## Truncating the virtual space of LiH/cc-pVDZ: canonical, FNO or OVOS

**Functional.** I use real spatial orbitals, a closed shell, canonical occupied $i,j$, kept virtuals $a,b,c,d$ and discarded virtuals $e$. With $T^{ij}_{ab}=T^{ji}_{ba}$ and $\tilde T^{ij}_{ab}=2T^{ij}_{ab}-T^{ij}_{ba}$, the Hylleraas functional is

$$J=\sum_{ijab}\tilde T^{ij}_{ab}\Big[2(ia|jb)+\sum_c\big(f_{ac}T^{ij}_{cb}+T^{ij}_{ac}f_{cb}\big)-(\epsilon_i+\epsilon_j)T^{ij}_{ab}\Big].$$

Its virtual Fock terms equal $\sum_{ac}f_{ac}D_{ac}$, where $D_{ac}=2\sum_{ijb}\tilde T^{ij}_{ab}T^{ij}_{cb}$ is the symmetric, spin-summed MP2 density. With a gap, $J$ is a positive quadratic form about the full-space solution: $J[T]-E_{\rm full}=\langle\delta\tilde T|A|\delta T\rangle$, where $A$ has the denominators $\epsilon_a+\epsilon_b-\epsilon_i-\epsilon_j$ as eigenvalues.

**Stationarity.** Rotate $a\to a+\kappa_{ea}e$, $e\to e-\kappa_{ea}a$. At solved amplitudes $\partial J/\partial T=0$, so only the integrals respond. The two virtual slots of $(ia|jb)$ contribute equally, $4\sum_{ijb}\tilde T^{ij}_{ab}(ie|jb)$ together, and the Fock term gives $2\sum_bf_{eb}D_{ab}$. The optimised virtual orbital space (OVOS; Adamowicz and Bartlett, 1987) therefore obeys

$$g_{ea}=\tfrac12\frac{\partial E}{\partial\kappa_{ea}}=2\sum_{ijb}\tilde T^{ij}_{ab}(ie|jb)+\sum_bf_{eb}D_{ab}=2\sum_{ijb}\tilde T^{ij}_{ab}R^{ij}_{eb}=0,$$

with $R^{ij}_{eb}=(ie|jb)+\sum_cf_{ec}T^{ij}_{cb}$ the full-space residual in the mixed block.

For a kept $c$ in place of $e$ the gradient is $g_{ca}-g_{ac}$. The amplitude equation turns $g_{ca}$ into $2\sum_{ijb}\tilde T^{ij}_{ab}\big[(\epsilon_i+\epsilon_j)T^{ij}_{cb}-\sum_dT^{ij}_{cd}f_{db}\big]$, which is symmetric in $a,c$. Kept–kept rotations are redundant, and $m$ kept out of $V$ virtuals leave $m(V-m)$ parameters.

The frozen-natural-orbital (FNO) space, the $m$ leading eigenvectors of the full $D$, is one admissible space. So the global minimum, and any descent started from FNOs, lies at or below the MP2 energy re-solved in that space. An arbitrary root of $g=0$ carries no such guarantee.

## Work and memory

The standard basis has $N=14+5=19$ functions. With the Li core frozen, $o=1$ and $V=17$ ($7\sigma$, $4+4\,\pi$, $2\,\delta$); $m=8$ leaves 72 parameters. I count multiply–adds without symmetry or reuse. Assumed: a diagonalisation costs $cn^3$ with $c=10$, CCSD takes $n_{cc}=15$ iterations, OVOS $n_{it}=10$.

- Follow-up CCSD in $n=o+m$ orbitals, transformation plus ladder term: $W_f=N^4n+N^3n^2+N^2n^3+Nn^4+n_{cc}o^2m^4$. For $m=17$ it is 9920805, my unit of cost. Canonical truncation (keep the lowest $\epsilon_a$) pays only $W_f$.
- FNO adds the full $(ia|jb)$, $N^4o+N^3o^2+N^2o^2V+No^2V^2=148808$, then $(o^2+c)V^3$ for building and diagonalising $D$, and $V^2m+2Vm^2+cm^3$ for semicanonicalising.
- OVOS starts from FNO with the $V\times m$ matrix $U$. One iteration forms $K^{ij}U$ ($o^2V^2m$; $K^{ij}_{pq}=(ip|jq)$), the kept block and the gradient contraction ($2o^2Vm^2$), $D$ ($o^2m^3$), $fU$ ($V^2m$), eight $Vm^2$ products (Fock block, two rotations, $fUD$, two for projection, two for orthonormalisation) and $cm^3$.

At $m=V/2$ the $o^2$ terms of an iteration sum to $9o^2m^3$ and the $o$-independent ones to $(4+16+c)m^3=30m^3$, so the OVOS iterations cost $(18+60/o^2)\,n_{it}/(n_{cc}V)$ relative to the ladder. The prefactor nears 18 only for $o^2\gg3$. Here it is 78, and at $m=8$ the iterations take 211360 operations, 3.4 times the 61440 of the ladder. Apart from transformation buffers, OVOS stores $o^2V^2+V^2+o^2Vm=714$ numbers at $m=8$, FNO roughly $o^2V^2+V^2=578$, against $m^4=4096$ ladder integrals (83521 untruncated). The ladder dominates from $m=6$ on (1296 against 680 for OVOS). Below that the method's own storage, which canonical truncation does not need, is comparable or larger: OVOS holds 663 numbers against 625 at $m=5$ and 646 against 256 at $m=4$.

## A solvable one-pair model

For one pair $\tilde T=T$, $D=2T^2$, and with $F=f-\epsilon_i$ the amplitudes solve $FT+TF=-K$. I split the 17 virtuals into uncoupled channels with levels $d_a=(a-\tfrac12)\Delta$, $a=1,\dots,n$, and constant coupling $K_{ab}=\kappa$. Then $T=-(\kappa/\Delta)H_n$ with the Hilbert matrix $H_{ab}=1/(a+b-1)$, and the exact second-order energy is $-wS_n$, with $w=\kappa^2/\Delta$ and $S_n=\sum_{ab}H_{ab}$: $S_1=1$, $S_2=7/3$, $S_3=37/10$, $S_4=533/105$.

Assumed channels, $w$ in m$E_h$: $\sigma$ ($n=4$, 2), $\sigma'$ ($n=3$, 1), $\pi_x,\pi_y$ ($n=4$, 0.8 each), and two $\delta$ levels at $3\Delta/2$ worth 0.02 m$E_h$ each. This gives $E_{\rm full}=-22.01$ m$E_h$. I chose the weights to land near the typical valence MP2 energy of about $-22$ m$E_h$; the split among channels is invented.

**Fall of the deviation $\delta=E-E_{\rm full}$** with $k$ orbitals kept per channel:

*Canonical.* $\delta=w(S_n-S_k)$. The increments $S_{k+1}-S_k$ tend to $2\ln2$, so the fall is only linear.

*FNO.* Let $T=\sum_l\tau_lu_lu_l^T$ and let $\delta T$ be its discarded part. As $\delta T$ annihilates the kept space, the truncated $T$ already solves the kept equations, and exactly
$$\delta=2\,{\rm tr}(\delta T\,F\,\delta T)=\sum_{l>k}n_l\,u_l^TFu_l,\qquad n_l=2\tau_l^2 .$$
For many pairs this weakens to $\delta\le\Delta_{\max}\sum_en_e$, with $\Delta_{\max}$ the largest denominator.

*OVOS.* The identity $\frac1{x+y}=\frac{2s}{(x+s)(y+s)}+\frac{r(x)r(y)}{x+y}$, $r(x)=\frac{x-s}{x+s}$, applied $k$ times writes $T$ as a part living in $k$ orbitals plus $\delta T_{ab}=r(d_a)^kr(d_b)^kT_{ab}$. With $s=\sqrt{d_1d_n}$ one has $|r|\le q=(\sqrt{d_n/d_1}-1)/(\sqrt{d_n/d_1}+1)$, hence $\delta\le q^{4k}|E|$, a geometric fall. For $n=4$, $q^4=0.0415$.

To solve $g=0$: a nonsingular kept $T$ forces $R_{eb}=0$. In the semicanonical kept basis with energies $s_b$, the vector $x_b=\sum_c|c\rangle T_{cb}$ then obeys $(F+s_b)x_b\propto v=(1,\dots,1)^T$ in both blocks. The space is spanned by the vectors $(F+s_b)^{-1}v$, and the $s_b$ are the eigenvalues of $F$ inside it. Iterating for $n=4$ gives $s/\Delta=1.196$ ($k=1$) and $0.548,\ 2.519$ ($k=2$).

| $\delta/w$ | FNO | OVOS |
|---|---|---|
| $n=4,k=1$ | 0.1117 | 0.0882 |
| $n=4,k=2$ | $2.08\times10^{-4}$ | $1.92\times10^{-4}$ |
| $n=3,k=1$ | 0.0486 | 0.0411 |
| $n=3,k=2$ | $2.83\times10^{-5}$ | $2.71\times10^{-5}$ |

Relative to $S_4$ the OVOS values are 0.0174 and $3.8\times10^{-5}$, inside the bounds 0.0415 and $1.7\times10^{-3}$.

**Allocation.** With $\lambda$ the eigenvalues of $H_n$, the occupations scale as $w\lambda^2$: 4.50 ($\sigma$), 1.98 ($\sigma'$), 1.80 ($\pi$), then second orbitals 0.0572, 0.0229 and 0.0150 ($\sigma,\pi,\sigma'$), then 0.0067 ($\delta$). From $m=4$ to $m=10$ the OVOS energy gains follow the same order. I skip $m=6$ and $9$, which split a degenerate pair, and fill degenerate canonical shells by largest gain. Channel-pure spaces have no cross-channel gradient; I have not proved them global minima.

| $m$ | $\delta_{\rm can}$ | cost | $\delta_{\rm FNO}$ | cost | $\delta_{\rm OVOS}$ | cost |
|---|---|---|---|---|---|---|
| 4 | 17.41 | 0.089 | 0.491 | 0.110 | 0.399 | 0.116 |
| 5 | 14.75 | 0.115 | 0.268 | 0.136 | 0.223 | 0.144 |
| 7 | 12.61 | 0.179 | 0.0893 | 0.201 | 0.0818 | 0.217 |
| 8 | 11.28 | 0.220 | 0.04078 | 0.241 | 0.04072 | 0.262 |
| 10 | 11.24 | 0.320 | 0.00078 | 0.342 | 0.00072 | 0.376 |

Deviations are in m$E_h$, costs relative to the untruncated run.

## Picks

Cheapest for a target: 0.5 m$E_h$, FNO with $m=4$; 0.25 m$E_h$, OVOS with $m=5$, which stays cheaper than FNO with $m=7$ up to 75 iterations; 0.1, 0.05 and 0.001 m$E_h$, FNO with $m=7$, 8 and 10. Canonical truncation still misses 4.95 m$E_h$ at $m=14$ (cost 0.63) and meets no target short of the full space.

Best inside a budget: 0.12, OVOS $m=4$; 0.15, OVOS $m=5$; 0.25, FNO $m=8$. At 0.10 the best is OVOS with $m=3$ as $\sigma\pi_x\pi_y$, 4.06 m$E_h$ at cost 0.091. Occupation order would take $\sigma'$ before $\pi$ there, and the gradient never changes that allocation, so it has to be tried by hand.

OVOS removes 19 % of the FNO deviation at $m=4$. At half the space it gains $6\times10^{-5}$ m$E_h$ for 9 % more work, because the loss sits in the omitted $\delta$ channels, which no rotation inside the others reaches. Reusing the first quarter-transformation would save $N^4o=130321$ for FNO and OVOS alike. Their cost gap at equal $m$ is proportional to the assumed $n_{it}$, so the third digit holds only for these counting rules.

Two limits remain. First, $\delta$ is a second-order proxy: once the full MP2 energy exists, adding $E_{\rm full}-E$ cancels it, and the remaining CCSD truncation error is not computed here. Second, rank-one channels converge geometrically, while real pair functions have full-rank $K$ and a cusp-driven algebraic tail. The 0.19 % lost by FNO at $m=8$ is the model's number; halved virtual spaces typically lose of order one to a few per cent, so the model is probably optimistic by roughly an order of magnitude, and real OVOS gains need not vanish as early.